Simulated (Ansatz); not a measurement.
## Ligand exchange: SiH2(SiH3)Br + Zn(CH3)(NH2) → SiH2(NH2)(SiH3) + Zn(CH3)Br

Species: SiH2(SiH3)Br, singlet; Zn(CH3)(NH2), singlet; SiH2(NH2)(SiH3), singlet; Zn(CH3)Br, singlet. The partners trade Br for NH2: Si–Br and Zn–NH2 bonds give way to Si–NH2 and Zn–Br.

Shapes, held fixed at every level: PBE0-D4/def2-TZVP. Flexible molecules stand in one conformer, not always the lowest. Programs: Ansatz 0.2.0. Electronic energies: no zero-point or thermal term.

```
               level                    kind  ΔE (kJ/mol)  CPU time (sum over the molecules)
       HF/def2-TZVPP            Hartree–Fock       -123.1                                  –
    SPW92/def2-TZVPP                     LDA        -79.9                               15 s
   PBE-D4/def2-TZVPP                     GGA        -80.6                               29 s
r2SCAN-D4/def2-TZVPP                meta-GGA        -88.8                               56 s
  PBE0-D4/def2-TZVPP           global hybrid        -91.0                               36 s
  wB97X-V/def2-TZVPP  range-separated hybrid        -92.0                               86 s
  wB97M-V/def2-TZVPP  range-separated hybrid        -92.2                              2 min
```

wB97M-V/def2-TZVPP gives ΔE = -92.2 kJ/mol; the levels span -123.1 to -79.9. The median of the levels is -91.0. No measured value is set beside it here. Relativity is left out for Br, Zn unless named. Times are processor times on shared x86 and Arm servers, and rough.

The exchange is clearly downhill at every level, so the preference for nitrogen on silicon and bromine on zinc doesn't depend on the choice of functional. Since one Si–ligand and one Zn–ligand bond are present on each side, the energy measures a difference in ligand preference, not a gain in the number of bonds. Silicon forms a strong, polar bond to nitrogen, strengthened by donation of the amide lone pair into Si-centred σ* orbitals. Bromide is a much weaker π donor towards silicon and gives up less when it moves to the softer zinc centre.

The size of the driving force is less certain than its sign. The hybrids agree closely, from -91.0 to -92.2 kJ/mol, whereas PBE-D4 gives -80.6 and Hartree–Fock -123.1, probably because the missing correlation in Hartree–Fock penalises the Zn–amide bond more than the others. The values describe isolated monomers and can't be carried over directly to solution, where zinc amides and alkylzinc halides tend to aggregate through bridging ligands or bind donor solvents.
